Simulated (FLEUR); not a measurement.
# Fixed-spin-moment energies of VPt3 (Cu3Au type) at the measured cell, all-electron PBEsol

I calculate the energy of the four-atom VPt3 cell while its total spin moment is held at chosen values, and measure each energy from the run without spin polarisation. A negative energy means that the moment is favoured. The question is how far the moment can be pushed up before the energy turns, and which atoms carry it there. This matters for magnetic alloys of platinum, because the heavy atom brings strong spin-orbit coupling, which can give magnetic anisotropy and a magneto-optical response, and its own spin polarisation affects both. Spin-orbit coupling itself is left out here, and every cell has the same moment, so an order in which neighbouring V atoms point in opposite directions is not probed and could lie lower.

## Set-up

VPt3 (Cu3Au type): the measured cell (COD); 4 atoms in the cell, atoms and cell held. FLEUR MaX-R8.1, all-electron FLAPW in bulk geometry, scalar-relativistic valence, PBEsol, basis cutoff 4.32 1/bohr, density cutoff 13 1/bohr, Fermi-Dirac smearing of 0.02 eV, muffin-tin radii V 2.52, Pt 2.52 bohr. Local moments are those inside the muffin-tin spheres. Collinear spins without spin-orbit coupling, 8x8x8 k-points. The total moment is held by two Fermi energies, one for each spin; the row marked free is the unconstrained run, and the row at M = 0 is the run without spin polarisation.

Notes on method and selection:

- Each run ends in the state reached from its start (the fixed-moment runs continue from an earlier run), which may not be the lowest.
- A uniform moment does not probe antiparallel order, which can lie lower.
- At small fixed moments unlike atoms can carry local moments of opposite sign, so the curve need not run smoothly into the unpolarised point.
- Stoner picture: E = M^2 (1/(2N) - I/4) for small M, with N the density of states of both spins at the Fermi energy of the unpolarised run and I the Stoner parameter of the cell.
- A blank cell means that the quantity does not apply to the row, or that its run was not made or gave no value that passed the checks named.
- Curves that are not smooth, that do not rise at the largest moment or whose runs differ in settings are not tabled.
- Runs that did not converge, have known faults or may not be shown are not listed, and runs on Ansatz's PAW sets soft_1 and soft_2 are kept to separate tables.

Columns:

- fixed moment (μB/cell): total spin moment of the cell, held fixed.
- energy from unpolarised (meV/cell): free energy of the cell less that of the run without spin polarisation.
- V moment (μB): largest spin moment inside a V sphere, signed along the total.
- Pt moment (μB): largest spin moment inside a Pt sphere, signed along the total.

## Numbers

| member | fixed moment (μB/cell) | energy from unpolarised (meV/cell) | V moment (μB) | Pt moment (μB) |
| --- | --- | --- | --- | --- |
| M = 0 muB | 0.000 | 0.0 | – | – |
| M = 0.61 muB | 0.610 | −76.0 | 0.936 | −0.123 |
| M = 1.22 muB | 1.220 | −177.1 | 1.425 | −0.093 |
| M = 1.26 muB, free | 1.261 | −177.7 | 1.434 | −0.082 |
| M = 1.83 muB | 1.831 | −117.6 | 1.540 | 0.072 |
| M = 2.44 muB | 2.441 | 44.7 | 1.670 | 0.227 |
| M = 3.05 muB | 3.051 | ? | ? | ? |
| M = 3.66 muB | 3.661 | 713.6 | 2.110 | 0.442 |

Cells marked ? are withheld until the estimate has been made.

## What drives the series

The energy falls to −177.7 meV/cell in the free run, where the moment settles at 1.261 μB/cell, and it is higher at each larger moment shown. By 2.441 μB the magnetic cell already lies 44.7 meV above the unpolarised one.

The local moments show what changes at the turn. Between 0.610 and 1.220 μB the V moment grows by 1.425 − 0.936 = 0.489 μB, most of the 0.610 μB added. Between the free run and 1.831 μB it grows by only 1.540 − 1.434 = 0.106 μB, while the three Pt atoms together gain 3 × (0.072 + 0.082) = 0.462 μB. I read this as V first gaining exchange energy within its own 3d shell, after which further moment has to come largely from Pt, whose broad 5d bands gain less from exchange and cost more band energy to split.

In the free run Pt points against V, although it was started parallel. Hybridisation explains the sign. Exchange lowers the majority-spin V levels towards the Pt 5d levels, so the two mix more strongly in that spin. The filled bonding states then take on V character and lose Pt character, which leaves Pt with a small opposite moment. Forcing the total up to 1.831 μB turns Pt parallel, against this preference.

The Stoner expression, with its energy proportional to $M^2$, would make the gain at 1.220 μB four times that at 0.610 μB. The table gives 177.1 / 76.0 = 2.33, so these moments are already outside the small-moment range. I therefore do not take a Stoner parameter from them, the more so as the opposed Pt moments at 0.610 μB need not vanish smoothly towards the unpolarised state.

## Blind estimate

Plain estimates from the members shown:

- M = 3.05 muB, straight-line interpolation between M = 2.44 muB and M = 3.66 muB: w = (3.051 − 2.441) / (3.661 − 2.441) = 0.500, so 44.7 + 0.500 × (713.6 − 44.7) = 379.2 meV/cell

The straight line between the neighbours gives 379.2 meV/cell, which must be too high if the curve bends upward there, as the slopes indicate. From 1.831 to 2.441 μB the slope is (44.7 + 117.6) / 0.610 = 266.1 meV/μB, and from 2.441 to 3.661 μB it is (713.6 − 44.7) / 1.220 = 548.3 meV/μB.

I therefore put a parabola through these three rows. Its quadratic coefficient is (548.3 − 266.1) / 1.830 = 154.2 meV/μB². The missing row lies 0.610 μB from each neighbour, so the parabola runs 154.2 × 0.610 × 0.610 = 57.4 meV below the straight line, at 379.2 − 57.4 = 321.8 meV/cell.

I tried parabolas on two shown rows. The moments lie on a nearly even grid, so the weights are simple fractions. For 1.831 μB the rows at 0.610, 1.220 and 2.441 μB have weights −1/3, 1 and 1/3, which gives (76.0 + 44.7) / 3 − 177.1 = −136.9 meV. The table has −117.6, a miss of 136.9 − 117.6 = 19.3 meV. For 2.441 μB the rows at 1.220, 1.831 and 3.661 μB have weights −1/2, 4/3 and 1/6, which gives 177.1 / 2 − 4 × 117.6 / 3 + 713.6 / 6 = 50.7 meV. The table has 44.7, a miss of 50.7 − 44.7 = 6.0 meV. The root mean square of the two is 14 meV, which I take as the error.

V takes a larger share of the added moment above 2.441 μB than just below it, so the bands are not filling evenly. That could bend the curve either way, and I add no shift for it.

**Committed estimate, M = 3.05 muB: energy from unpolarised = 322 ± 14 meV/cell.**

## The answer

| member | fixed moment (μB/cell) | energy from unpolarised (meV/cell) | V moment (μB) | Pt moment (μB) |
| --- | --- | --- | --- | --- |
| M = 3.05 muB | 3.051 | 317.3 | 1.908 | 0.331 |

| member | estimate | energy from unpolarised (meV/cell) | computed | estimate − computed | miss in error bars |
| --- | --- | --- | --- | --- | --- |
| M = 3.05 muB | committed | 322.0 | 317.3 | +4.7 | 0.3 |
| M = 3.05 muB | interpolation | 379.2 | 317.3 | +61.9 |  |

The estimate of 322 ± 14 meV/cell was 4.7 meV above the computed 317.3, well inside its error bar. The straight line was 61.9 meV too high, so the argument from upward bending held. The small remainder arises because the bending itself increases. Over equal steps of 0.610 μB, the energy rises by 44.7 + 117.6 = 162.3 meV up to 2.441 μB, then by 317.3 − 44.7 = 272.6 meV and 713.6 − 317.3 = 396.3 meV. These rises grow by 272.6 − 162.3 = 110.3 meV and then by 396.3 − 272.6 = 123.7 meV, where a parabola would have the two equal.

My picture of the moment beyond the minimum as coming largely from Pt needs qualifying. From 2.441 to 3.051 μB the V moment grows by 1.908 − 1.670 = 0.238 μB, against 1.670 − 1.540 = 0.130 μB in the step before. The three Pt atoms together still take more, 3 × (0.331 − 0.227) = 0.312 μB, but V has not saturated. The steep rise therefore comes from forcing both kinds of atom, and I can't assign it to the Pt bands alone.

## Departures from the trend

No single row breaks the smooth course of the energies, but the rows beyond the minimum depart strongly from the simplest magnetic energy curve. That curve has one term in $M^2$ and one in $M^4$. With its minimum placed at the free run it reads $E = -177.7\,(2x^2 - x^4)$ meV/cell, where $x = M/1.261$ and $M$ is in μB/cell.

At 0.610 μB it gives about −73 meV, close to the tabulated −76.0, so it serves well below the minimum. At 1.831 μB it gives about +41 meV, whereas the table has −117.6, which is roughly 160 meV lower. At 2.441 μB it gives about 1160 meV against 44.7.

The real curve is thus much softer on the high side. A likely reason is that the cell has two kinds of moment to adjust. Between the free run and 1.831 μB most of the added moment goes to Pt, which spares V a large change. Two terms fixed at the minimum cannot describe that change of division.

## Conclusions and limits

For this fixed cell and parallel V moments, the energy is lowest near 1.26 μB/cell, a moment carried by V against small opposed Pt moments, and rises ever more steeply up to 3.661 μB. Parabolas through three neighbouring rows missed by 4.7 to 19.3 meV in three trials between 1.831 and 3.051 μB, so a missing point in that range can be filled in to about 20 meV.

The slope at a given moment also gives the magnetic field, acting on the spins, that would hold the moment there. From the free run to 1.831 μB it averages (177.7 − 117.6) / (1.831 − 1.261) = 105.4 meV/μB. With roughly 0.058 meV per μB and tesla, that is about 1800 T. Since the slope grows along the way, holding 1.831 μB would take still more, far beyond any steady laboratory magnet.

The main reservation is antiparallel V order: if it lies lower, the minimum found here is not the ground state.
